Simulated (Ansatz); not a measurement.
# ScAl: moving Al off its site

ScAl, Pm-3m, a = 3.370 Å (as given, not relaxed at this level: -1.8 GPa). The structure is a Materials Project entry; whether it is the stable form wasn't checked. Ansatz: PBEsol, PAW, 420 eV, Γ-centred 14×14×14 mesh on 2 atoms, Gaussian smearing 0.15 eV; no spin polarisation.

```yaml
crystal:
  lattice:
    - [3.37035, 0.00000, 0.00000]
    - [0.00000, 3.37035, 0.00000]
    - [0.00000, 0.00000, 3.37035]
  atoms:
    - { symbol: Sc, position: [0.50000, 0.50000, 0.50000] }
    - { symbol: Al, position: [0.00000, 0.00000, 0.00000] }
```

Atom 2 (Al) moves by x along the unit vector (1.000, 0.000, 0.000), with its periodic images; all else is held. y is the free energy of the cell over the start, F the force along the path summed over the moved atoms. Symmetry makes y even in x.

```tsv
x (Å)	y (meV)	F (eV/Å)
-0.3000	217.5	1.44
-0.1500	54.5	0.73
0.0000	0.0	0.00
0.0375	?	?
0.0750	13.6	-0.36
0.1125	30.7	-0.55
0.1875	85.2	-0.91
0.2250	122.6	-1.09
0.2625	166.7	-1.27
```

**Question.** Fit y = c2 x² + c4 x⁴ to the energies of the other rows, give the force constant, and predict energy and force of the missing row.

**Answer.** Least squares on the rows shown. y = 2426.9 x² − 112.46 x⁴. The force constant is 2 c2 = 4.85 eV/Å² (for all images moving together, not for a lone atom). With two atoms in a cubic cell this is the optical mode at Γ (in a metal it hangs on mesh and smearing): ω = 521.5 √(2 c2/μ) = 280 cm⁻¹ for μ = 16.86 u. The force −dy/dx at the missing row is -0.18 eV/Å (computed -0.18). At x = 0.0375 the fit asked for gives 3.4 meV. The run gave 3.4 meV, the same to the digits shown.

The Al sublattice sits in a single, almost perfectly harmonic well: the energy rises in both directions and the force grows nearly in proportion to the displacement. There is thus no tendency to off-centring along this path. Because all Al images move together, Al–Al and Sc–Sc distances stay fixed, and the restoring force measures only how the two sublattices resist relative motion, through short-range repulsion and Sc d–Al sp bonding.

Inversion symmetry removes the cubic term, and the small negative quartic term means a very slight softening. This probably reflects the direction: Al moves towards an open face of its Sc cube rather than head-on at a Sc atom, so the repulsion stiffens little. Cubic symmetry makes the harmonic curvature the same in every direction, but not the quartic term, which could differ along the body diagonal. As conduction electrons screen the long-range field, no LO–TO splitting is expected at 280 cm⁻¹. A stable zone-centre optical mode doesn't rule out soft shear or zone-boundary modes.
